Ni2Ge under pressure: eight questions

The table follows a hexagonal crystal from a slight pull, written as negative pressure, to a squeeze of 60 GPa. Each change is counted from the cell relaxed at zero pressure. Symmetry fixes the site of every atom, so the crystal can respond only through the edge a, which lies in the basal plane, and the edge c, which stands upright on it. The rows at 3, 30 and 60 GPa carry most of the argument.

Hexagonal Ni2Ge (P6_3/mmc, 6 atoms in the cell, a = 3.972 Å, c = 5.014 Å at zero pressure), relaxed under hydrostatic pressure with its symmetry kept. Ansatz 0.2.0, plane-wave PAW, scalar-relativistic PBEsol without spin polarisation, cutoff 420 eV, k mesh 12×12×8, Gaussian smearing of 0.1 eV. Changes are relative to the cell relaxed at zero pressure.

```
applied pressure (GPa)  volume change (%)  enthalpy change (eV/atom)  a change (%)  c change (%)  energy change (meV/atom)
                    -3               1.56                     -0.215          0.45          0.65                       1.7
                     3              -1.44                      0.212         -0.44         -0.57                       1.5
                     8              -3.59                      0.559         -1.07         -1.50                       9.8
                    15              -6.19                      1.034         -1.87         -2.58                      30.9
                    30             -10.74                      2.011         -3.33         -4.48                     102.5
                    60             -17.26                      3.845         -5.57         -7.22                     307.1
```

1. Why does twenty times the pressure give only twelve times the shrinkage?

Compare the volume change at 3 and at 60 GPa. Resistance to squeezing is measured by the bulk modulus,

B = −V dP/dV,

where P is the pressure and V the volume per atom. Between −3 and 3 GPa the volume changes by 3.00 %, which makes B about 200 GPa. Between 30 and 60 GPa it averages about 395 GPa. The crystal has become roughly twice as stiff, so each further gigapascal buys less shrinkage.

The reason is the general one for condensed matter. At zero pressure the attraction of bonding balances the repulsion between overlapping electron clouds. As atoms approach, the repulsion grows much more steeply than the attraction, and each contraction leaves the crystal on a steeper part of the curve. Read the other way, the same curve makes stretching easier than squeezing: a pull of 3 GPa changes the volume by 1.56 %, an equal push by 1.44 %.

For everyday estimates, P divided by 200 GPa gives the relative volume change to about 4 % of its value at 3 GPa of either sign. At 8 GPa the rule overstates the shrinkage by 11 %. At 60 GPa it would promise 30 % where the table has 17 %, and a better law is needed.

2. Can the stiffness near zero pressure account for the row at 60 GPa?

It nearly can, if the compression is measured in a suitable way. Let V0 be the volume and B0 the bulk modulus at zero pressure, and define the strain

f = [(V0/V)^(2/3) − 1]/2.

For small changes f is one third of the relative shrinkage. Birch's law in its short form treats the crystal as a spring in this variable:

E = (9/2) V0 B0 f²

Here E is the energy above its minimum. The pressure is −dE/dV, which works out as

P = 3 B0 f (1 + 2f)^(5/2).

Most of the stiffening sits in the last factor, which grows with compression. A smaller part comes from f, which rises faster than the shrinkage itself.

Now take the row at 60 GPa. Its volume change of −17.26 % gives

V/V0 = 1 − 0.1726 = 0.8274
f = (0.8274^(−2/3) − 1)/2 = 0.0673
P = 3 × 200 GPa × 0.0673 × 1.371 = 55 GPa

The modulus came from the rows at −3 and 3 GPa alone, so the row at 60 GPa lent the estimate its volume but not its pressure. The result is 8 % below the applied pressure. A constant modulus would give only 38 GPa for the same volume.

What remains is extra stiffening. The short form fixes the initial rise of the modulus at 4 GPa for each gigapascal of pressure. Adding a cubic term in f to the energy frees this rate. A least-squares fit of that longer law to the pressures of all six rows puts the rate at about 4.8 and follows each pressure to within 0.03 GPa.

3. What if another element made the crystal half as stiff?

In Birch's short form the relative volume depends only on the ratio P/B0. A crystal with half the modulus would therefore reach at 30 GPa the compression that Ni2Ge reaches at 60 GPa, about 17 %. This assumes that the structure survives the exchange and that the modulus rises with pressure at a similar rate.

Ni2Ge itself shrinks by about 11 % at 30 GPa. Halving the stiffness would thus raise the shrinkage by a factor of about 1.6 and not by 2. The softer crystal yields more at first, but for that very reason it is sooner on the steep part of its own curve.

4. Why does doubling the pressure from 30 to 60 GPa only triple the energy?

The energy change is the work stored in the crystal. With constant stiffness it would be

E = P² V0/(2 B0),

which is the same for pull and push and quadruples when the pressure doubles. At 3 GPa of either sign this gives 1.6 meV per atom, and the table has 1.7 for the pull and 1.5 for the push. At 60 GPa it gives 641 meV per atom, about twice the computed value.

The failure has the same cause as in the first question. Work is force times path, and a crystal that stiffens gives way over a shorter path under the same load. Adding up the work along the fitted pressure curve gives 307 meV per atom at 60 GPa, in agreement with the table, although the fit used no energies. That agreement shows that the computed stresses and energies belong to one and the same curve; how close the curve lies to real Ni2Ge is a separate matter.

5. Why is the enthalpy change so much larger, and why is it negative under tension?

Enthalpy adds to the energy the product of pressure and volume:

H = E + PV

At 60 GPa this product supplies 3.54 of the 3.85 eV per atom, and the stored energy only 8 %. The product takes the sign of the pressure, which is why the enthalpy change is negative at −3 GPa. The stretched crystal has not become more stable, for its energy has risen. Enthalpies decide between two structures only when both are taken at the same pressure.

The column has another use. At zero temperature dE = −P dV, so a small step in pressure changes the enthalpy by

dH = dE + P dV + V dP = V dP.

The slope of enthalpy against pressure is therefore the volume itself. From 30 to 60 GPa the slope corresponds to 9.8 Å³ per atom, which lies between the volumes at the two ends, 10.2 and 9.4 Å³. The enthalpy climbs ever less steeply because the crystal is getting smaller.

6. Which axis gives way more easily?

The c axis does, in every row. At 60 GPa it has shortened by 7.22 % and a by 5.57 %, so the cell has become slightly squatter. The lead of c fades on the way. Between −3 and 8 GPa the strain along c is 1.42 times that along a, and between 30 and 60 GPa it is 1.24 times (both strains taken as changes in the logarithm of the length).

The geometry suggests why. The shortest contacts between Ni and Ge lie in the basal plane and measure 2.29 Å, while atoms stacked directly above one another along c stand 2.51 Å apart. If repulsion rises steeply at short distance, the tight plane should resist more than the looser stacking. At 60 GPa the two distances are 2.17 and 2.33 Å. They have drawn closer together, which fits the fading lead of c.

This is an argument from distances. The calculation does not divide the stiffness among individual contacts. The slanted contacts between neighbouring layers, which resist the shortening of both axes, and the directional character of the bonds may contribute as well.

7. Is the weaker lead of c at 3 GPa a real effect?

At 3 GPa the strain along c is only 1.30 times that along a, while the neighbouring rows at −3 and 8 GPa have 1.44 and 1.40. Taken at face value, the crystal would turn less anisotropic at 3 GPa and then more so again. The stress left at the end of this relaxation points to a plainer reading. It is 3.06 GPa in the plane and 2.96 GPa along c, so the plane is squeezed slightly too hard and the c axis not quite hard enough.

The error in the lengths is small. With the average strain ratio of its two neighbours and the same volume, this row would have an a change of −0.42 % and a c change of −0.60 %. The table has −0.44 % and −0.57 %. A few hundredths of a per cent hardly matter for the volume, yet they spoil a ratio of two small strains. The anisotropy is better judged from the rows at higher pressure, where the strains are many times larger.

8. Does the smooth curve show that this crystal survives to 60 GPa?

It does not, because the calculation keeps the hexagonal symmetry. At ambient pressure Ni2Ge is known in an orthorhombic form with twelve atoms in the cell, and a hexagonal cell of six atoms has no way to turn into it. A smooth curve is what such a constrained crystal gives even where another structure has the lower enthalpy. To find a transition, one would compute the enthalpy of both forms over the same pressures and look for a crossing.

Magnetism is closed off in a similar way, since the electrons were kept paired. If a magnetic state lay lower, it would most likely enlarge the crystal near zero pressure and fade under compression, which would alter the low-pressure modulus first. Whether Ni2Ge has such a state is open here.

These limits decide which digits to trust. No test of convergence with cutoff or mesh is at hand. The rows do share one functional, cutoff and mesh, so differences between them are firmer than absolute values, and the doubling of the stiffness is far larger than any irregularity in the table. The modulus of 200 GPa deserves more caution as a property of the real material. PBEsol tends to make 3d metals such as nickel too small and too stiff, and the atomic datasets used with it were made for another functional, PBE. An engineer should therefore take 200 GPa as a value for this model crystal that may well be somewhat high.
